**Question**

I computed the density of states of CsZn4S3 (r2SCAN, no spin, unrelaxed cell made by swapping elements in a known structure type). I took it for a zinc sulphide and looked for a gap at the Fermi level. There is a gap, but it lies about 2 eV below the Fermi level, and the run comes out as a metal.

Density of states of unrelaxed CsZn4S3 (P4/mmm), from Ansatz 0.2.0 with r2SCAN, plane waves and generated PAW datasets, scalar-relativistic and without spin polarisation. The cutoff is 500 eV, the k-mesh 8×8×4 and the Gaussian smearing of the occupations 0.0775 eV wide. Entries are means over 0.5 eV bins, with projections summed over the atoms of each element.

| bin centre from the Fermi level (eV) | total (states/eV/cell) | on Zn d (states/eV/cell) | on S p (states/eV/cell) | on Cs p (states/eV/cell) | on Zn s (states/eV/cell) |
| --- | --- | --- | --- | --- | --- |
| -11.78 | 0.00 | 0.00 | 0.00 | 0.00 | 0.00 |
| -11.28 | 3.53 | 0.02 | 0.10 | 3.38 | 0.01 |
| -10.78 | 8.22 | 0.06 | 0.18 | 7.91 | 0.03 |
| -10.28 | 0.24 | 0.00 | 0.00 | 0.24 | 0.00 |
| -9.78 | 0.00 | 0.00 | 0.00 | 0.00 | 0.00 |
| -9.28 | 9.86 | 7.77 | 1.39 | 0.03 | 0.62 |
| -8.78 | 42.90 | 40.15 | 1.99 | 0.10 | 0.40 |
| -8.28 | 27.30 | 26.84 | 0.19 | 0.02 | 0.07 |
| -7.78 | 1.48 | 0.35 | 0.70 | 0.02 | 0.32 |
| -7.28 | 4.80 | 1.21 | 2.30 | 0.03 | 0.97 |
| -6.78 | 3.18 | 0.69 | 1.60 | 0.02 | 0.66 |
| -6.28 | 2.14 | 0.32 | 1.19 | 0.02 | 0.43 |
| -5.78 | 4.06 | 0.37 | 2.76 | 0.03 | 0.61 |
| -5.28 | 5.20 | 0.38 | 4.16 | 0.03 | 0.29 |
| -4.78 | 5.68 | 0.46 | 4.79 | 0.03 | 0.08 |
| -4.28 | 6.15 | 0.53 | 5.30 | 0.03 | 0.04 |
| -3.77 | 3.26 | 0.30 | 2.84 | 0.01 | 0.01 |
| -3.27 | 0.03 | 0.00 | 0.02 | 0.00 | 0.00 |
| -2.77 | 0.00 | 0.00 | 0.00 | 0.00 | 0.00 |
| -2.27 | 0.00 | 0.00 | 0.00 | 0.00 | 0.00 |
| -1.77 | 0.00 | 0.00 | 0.00 | 0.00 | 0.00 |
| -1.27 | 0.12 | 0.00 | 0.04 | 0.00 | 0.04 |
| -0.78 | 1.47 | 0.01 | 0.37 | 0.00 | 0.72 |
| -0.28 | 4.14 | 0.03 | 0.89 | 0.01 | 1.90 |
| 0.23 | 4.00 | 0.03 | 0.78 | 0.01 | 1.87 |
| 0.72 | 2.88 | 0.01 | 0.44 | 0.00 | 1.12 |
| 1.23 | 2.70 | 0.01 | 0.32 | 0.00 | 0.67 |
| 1.73 | 4.68 | 0.01 | 0.50 | 0.00 | 0.76 |

Why does the total break up into these blocks, and why is the gap in the wrong place? Some rows also look odd to me: the deep dip at −7.78 eV right next to the big peak, the Zn d weight that is still there at −3.77 eV, and the total that falls after 0.23 eV and jumps again at 1.73 eV.

**Answer**

Each row gives the mean density of states $g$ in a bin 0.5 eV wide, centred at energy $E$ measured from the Fermi level, and the parts of $g$ that project on Zn d, S p, Cs p and Zn s orbitals. Multiplying an entry by 0.5 eV gives the electrons that the bin holds, and most of what you ask follows from doing that block by block.

*The count*

The cell has $9 + 4\times12 + 3\times6 = 75$ valence electrons. Eight of them, Cs 5s and S 3s, lie below the window. The peak near −11 eV holds $(3.53+8.22+0.24)\times0.5 = 5.995$ electrons, which is the Cs 5p shell. The three bins from −9.28 to −8.28 hold 40.03, the 3d shells of four Zn. The broad band from −7.78 to −3.27 holds 17.99, the 3p shells of three S²⁻. Rounding of the entries is worth 0.0025 electrons per bin, so these sums are whole numbers to within a few hundredths. That makes $8+6+40+18 = 72$ electrons below the gap, and three have nowhere to go but above it. Formal charges say the same: Cs⁺ and four Zn²⁺ give up nine electrons and three sulphur atoms can take six.

The three filled bins above the gap hold $(0.12+1.47+4.14)\times0.5 = 2.865$ electrons. The last of them ends 0.025 eV below the Fermi level, and the sliver that is left adds 0.10 with the mean of the next bin or 0.15 with the value of 5.97 states/eV that the same calculation gives at the Fermi level itself, so the count closes at 2.97 to 3.01. The total of 75 is an input, so this closure adds nothing new. What the numbers do show is how the total divides: the lower blocks are full, and the metal comes from surplus electrons in the conduction band. Holes in Zn d or S p are excluded. The Zn d column is 0.03 next to the Fermi level, and the filled states of the window hold 39.74 electrons of Zn d character, close to the 40 of full shells.

The gap is therefore where it is in any zinc sulphide, between S p and Zn s states. The bins at −2.77, −2.27 and −1.77 are empty to two decimals and the two beside them nearly so, which alone would put it between 1.5 and 2.5 eV wide. The band path of the same run has the conduction band starting at −1.6 eV, at Γ, just inside the last of these bins, where its density is too low to show. With the valence band ending in the bin at −3.27, the gap is then about 1.4 to 1.9 eV wide. Semilocal functionals generally give gaps that are too small, and the unrelaxed bond lengths matter too, so the width is soft while the count is not. With an odd number of electrons and no spin splitting some band must be partly filled, so the metallic result was fixed by the settings before any band was computed. The zero moment is likewise imposed.

*Why the blocks have such different widths*

A band is wide when the orbitals on neighbouring atoms overlap. The root-mean-square widths of the projected columns within their own blocks are 0.24 eV for Cs p, 0.32 eV for Zn d and 1.12 eV for S p. The first two are compact inner shells, and their widths are barely resolved by 0.5 eV bins. The Cs peak is also artificial in shape. A scalar-relativistic run has no spin-orbit coupling, which would split Cs 5p by something over 1 eV (a rough recalled size) into a lower part of two and an upper part of four electrons. The two main bins hold about 1.8 and 4.1 electrons, which resembles that ratio but cannot come from spin-orbit coupling here. It may be an accident of the bin edge, or the tetragonal surroundings may set $p_z$ (two electrons) apart from $p_x$ and $p_y$ (four). Bins this wide cannot tell.

The S p band is wide because its orbitals reach their neighbours: they bond to zinc and also overlap with one another. From the coordinates, each Zn has two S at 2.434 Å and two at 2.608 Å in a distorted tetrahedron. The zinc atoms form two square nets with a sulphur layer between them and one on each outer face, and caesium layers separate these slabs. A full band holds two electrons whatever its orbitals are made of, so "18 electrons in S p" is a statement about bands. Of the 17.99 electrons, 12.83 project on S p, 2.31 on Zn d and 1.70 on Zn s. The odd rows in this range come from how those admixtures are spread.

*Zn s at the bottom of the sulphur band*

The empty Zn 4s level lies above S 3p. The two mix into a bonding combination, pushed down and mostly sulphur, and an antibonding one, pushed up and mostly zinc. The table shows both. Zn s makes up 20 to 22% of the total from −7.78 to −6.28, then 15% and 6%, and 1% or less from −4.78 to −3.77. Above the gap it returns as the largest of the four columns in every row from −0.78 upward. The upper part of the valence band consists of sulphur p orbitals that have no partner in Zn s, and these are 84 to 87% S p.

Counting orbitals limits how many electrons the s-bonding part can hold. At each k-point there are nine S p combinations but only four Zn s orbitals, so at most four of the combinations can have a direct partner in Zn s, and at least five have none. The five bins from −7.78 to −5.78 hold $(1.48+4.80+3.18+2.14+4.06)\times0.5 = 7.83$ electrons, close to the eight of four full bands, and the Zn s share drops from 15 to 6% just after them. The match is suggestive and no more, since bands can overlap in energy and the bin edges are arbitrary.

The dip of 2.14 at −6.28 is not this boundary, because the Zn s share is still 20% there and 15% in the next bin. It may come from the shape of the bonding bands, or from the two kinds of sulphur, one inner S with eight Zn neighbours and two outer S with four each. The S p column is summed over both sites and cannot say which.

*Zn d in the sulphur band: rows −7.78 and −3.77*

Take one d orbital at energy $E_d$, coupled by a matrix element $V$ to one p orbital. For an eigenstate of energy $E$ with amplitudes $c_d$ and $c_p$, the d row of the eigenvalue equation reads

$$E_d\,c_d + V c_p = E\,c_d \quad\Rightarrow\quad \frac{|c_d|^2}{|c_p|^2} = \frac{V^2}{(E-E_d)^2}.$$

The ratio of the Zn d column to the S p column should then fall as the inverse square of the distance from the d level. I take $E_d = -8.65$ eV, the mean energy of the Zn d column over its three large bins. Each of the nine rows from −7.78 to −3.77 gives its own value of $V^2$, and their geometric mean is $V^2 = 1.24$ eV². For the row at −3.77, one of the nine (its unrounded centre is −3.775), $E - E_d = 4.875$ eV and the model gives $1.24/4.875^2 = 0.052$. The table gives $0.30/2.84 = 0.106$, twice as much.

In the middle of the band the formula works: from −7.28 to −4.78 it stays within 25% of the tabulated ratio while that ratio drops from 0.53 to about 0.09. It fails at both ends, in opposite directions. At −7.78 it gives 1.63 against 0.50. At the top the tabulated ratio stops falling and creeps up, 0.091, 0.096, 0.100, 0.106 from −5.28 to −3.77, a rise larger than the 1 to 2% that rounding allows.

Symmetry argues for both failures, because $V$ is not one number. In an ideal tetrahedron the four sulphur p orbitals that point at the zinc form one totally symmetric combination, which couples to Zn s and not at all to d, and three of $t_2$ symmetry, which couple to the $t_2$ d orbitals. The bottom of the band is the s-bonding part, so it has little coupling to d although it is nearest in energy. The row at −7.78 fits this: its Zn s entry, 0.32, is almost as large as its Zn d entry, 0.35, and its own $V^2$ is the smallest of the nine, 0.38 eV². The states that couple best to d are repelled upward by it and gather at the top of the band, where the row at −3.77 has the largest value, 2.51 eV². In between, the row values go up and down from 1.0 to 1.9 eV², and the real site is less symmetric than a tetrahedron. The rows at −6.78 and −6.28 have nearly the same Zn s share as the bottom row but a $V^2$ of 1.51 eV², so the argument is a plausible account of the two ends and no more. Outside the fit, at −0.28, the model gives 0.018 against 0.034, where rounding alone makes the tabulated ratio uncertain by 17%.

The same repulsion acts downward on the d block, and the columns show it. S p is $1.39/9.86 = 14\%$ of the total at −9.28, about 5% at −8.78 and under 1% at −8.28: the d states that mix with sulphur are the lowest ones, and the top of the block is almost pure d. The $E_d$ of the formula is the level before this push, so it should lie a little above the mean of the block, which would make the model's excess at −7.78 worse. What probably adds to that excess is the bin: the band seems to begin inside it, so its states lie above the bin centre and farther from the d level than the model assumes. The exchange of weight roughly balances, with 2.62 d electrons missing from the d block and 2.31 found in the sulphur band. The crystal-field splitting of the d shell is then of the order of tenths of an eV and is hidden by the bins.

The dip at −7.78 is thus the bottom edge of the wide band showing just above a peak of 40 electrons. The bin is not empty, but a gap narrower than a bin could hide there, and the near-whole counts of 40.03 and 17.99 suggest that the two blocks hardly overlap. The division depends on the bin edge; moving it up by one bin shifts 0.74 electrons. The Zn s entry of 0.62 at −9.28 is more likely an admixture than a sign of whole s-bonding bands dropping through the d block, since those would raise the count there well above 40. All of this mixing depends on where the functional puts Zn 3d, here 5.1 to 5.6 eV below the top of the valence band. Semilocal functionals tend to place it too shallow, which overstates the mixing, lifts the band top and narrows the gap.

*The three extra electrons: row −0.28*

At −0.28 the total is 4.14, of which 1.90 is Zn s and 0.89 S p, the make-up of a Zn s–S p antibonding band. The four columns cover about two thirds of the total there. The remainder includes the s orbitals of S and Cs and whatever atomic orbitals of this set cannot represent, Zn p-like and interstitial density among it, so "Zn s band" names the largest identified part and not a majority.

Free electrons describe it badly. Three electrons in $8\times22.13 = 177$ Å³ give $n = 0.0169$ Å⁻³, $k_F = (3\pi^2 n)^{1/3} = 0.795$ Å⁻¹ and a filled depth $W = \hbar^2k_F^2/2m = 2.41$ eV, with $g(E_F) = 3N/2W = 1.87$ states/eV for $N = 3$. On the band path the conduction band starts at −1.6 eV, so its filled part is about two thirds as deep, and at −0.28 the table has it more than twice as dense. Confining the electrons to the slab would make a free-electron band deeper still, so the cause must be heavier or more numerous bands. Nor are the bands nearly two-dimensional, although zinc nets are 7.23 Å apart across the caesium layer: the lowest conduction band rises by 0.6 eV from Γ to Z, along the stacking axis, which is over a third of the filled depth. A free electron would rise by only $\hbar^2(\pi/c)^2/2m = 0.35$ eV there, so this band is not heavy in that direction, and the high density has to come from flatter dispersion in the plane or from further bands. As a yardstick only, a strictly two-dimensional band with the free mass gives $mA/\pi\hbar^2 = 0.71$ states/eV for the cell area $A = (4.121\ \text{Å})^2$, and 4.14 is about six times that: several bands, or flat ones, or both.

A parabola $N(E) = 3\,(1+E/W)^{3/2}$ with $W$ fitted by least squares to the three filled bins gives $W = 0.88$ eV and follows the two larger ones well, 1.54 and 4.21 against 1.47 and 4.14, but it has nothing at −1.27, where the table has 0.12, and its depth is little more than half the 1.6 eV of the band path. It then keeps rising, to 6.90 at 0.72 where the table has 2.88. The fall after 0.23 shows that the density of states has passed a peak, as happens in bands built from a few orbitals with a limited number of states.

The natural number is eight, two for each Zn 4s orbital. The running count above the gap is 4.87 after the bin at 0.23, 7.65 after the bin at 1.23, and passes eight early in the last bin, just after the minimum. The jump at 1.73 is then probably a further set of bands coming in, and 73% of the total there lies outside the four columns. The change is gradual, though: the Zn s share goes 47, 39, 25 and 16% from 0.23 to 1.73, so the new bands may overlap the first set well below 1.73, and eight is no sharp boundary. The run has all its states to well above this bin, so this row is not cut short.

A model for the eight states puts one s orbital on each zinc, with hopping $t$ inside a square net (2.914 Å) and $t'$ to the atom directly opposite in the other net (3.198 Å):

$$E(\mathbf k) = e_0 - 2t(\cos k_x + \cos k_y) \pm t'.$$

Each sign gives a square-lattice band of four states per cell, with steps at its edges and a peak at its centre. A least-squares fit of the bin means to the six rows from −1.27 to 1.23, leaving out 1.73 because of the new bands, gives $e_0 = 0.38$, $t = 0.18$, $t' = 0.56$ eV and a root-mean-square error of 0.43 states/eV. It gets the steep rise and the level of 3 to 4 states/eV, and it places 2.78 electrons below the Fermi level. Its band starts only at −0.88 eV, though, against −1.6 eV on the band path, so it misses the tail at −1.27. It also has no hopping between slabs, and so none of the 0.6 eV rise from Γ to Z. It does not get the fall: being symmetric about $e_0$, it has a dip at 0.23 (3.36 against 4.00) and a second peak at 0.72 (3.64 against 2.88), neither of which is in the table. Three constants on six rows prove little, and a $t'$ three times $t$ over a longer distance warns against reading them as real hoppings. Zn s supplies only 3.16 of the 7.65 states in this range. The eight-state picture is suggested by the count and the change of character; the lopsided shape is unexplained, and mixing with the bands above is my guess for it. There is also structure finer than the bins, since 5.97 at the Fermi level is nearly half as large again as the neighbouring bin means of 4.14 and 4.00, and the k-mesh may not resolve it well.

*Neighbouring compositions*

For this slab type, add the electrons that the cations give up and subtract six. A surplus fills the antibonding band, zero puts the Fermi level in the gap, a deficit opens holes at the top of the sulphur band. With rigid bands a surplus of two would lower the Fermi level to $-0.525 + (2-0.795)/4.14 \approx -0.23$ eV, still metallic, since 0.795 electrons lie below the bin at −0.28, which starts at −0.525. Four monovalent $d^{10}$ cations in place of zinc would give one hole, and with a shallower d shell the formula above says that this hole would carry far more d weight than the tenth seen at −3.77.

*Whether the cell stays this way*

The forces show a structure that is not at rest. The outer sulphur atoms feel 0.68 eV/Å away from the zinc nets and the zinc atoms 0.19 eV/Å the opposite way, so the 2.434 Å bonds tend to lengthen, and the cell is under 2.8 GPa of compression. Filled antibonding states would push in this direction, but so would a template cell that is simply too small for these atoms, and one single point cannot separate the two. Longer bonds should weaken the s–p mixing, lower the conduction band and narrow the gap, without changing the count. The average zinc is formally $+5/4$, an uncomfortable value for an element that prefers $+2$ or metal–metal bonds, and the run had one start, full symmetry and no spin. What the table leaves open is whether the three surplus electrons stay spread through the slab once the cell can relax in a larger, lower-symmetry or spin-polarised form, or collect in Zn–Zn bonds and open a gap at the Fermi level.
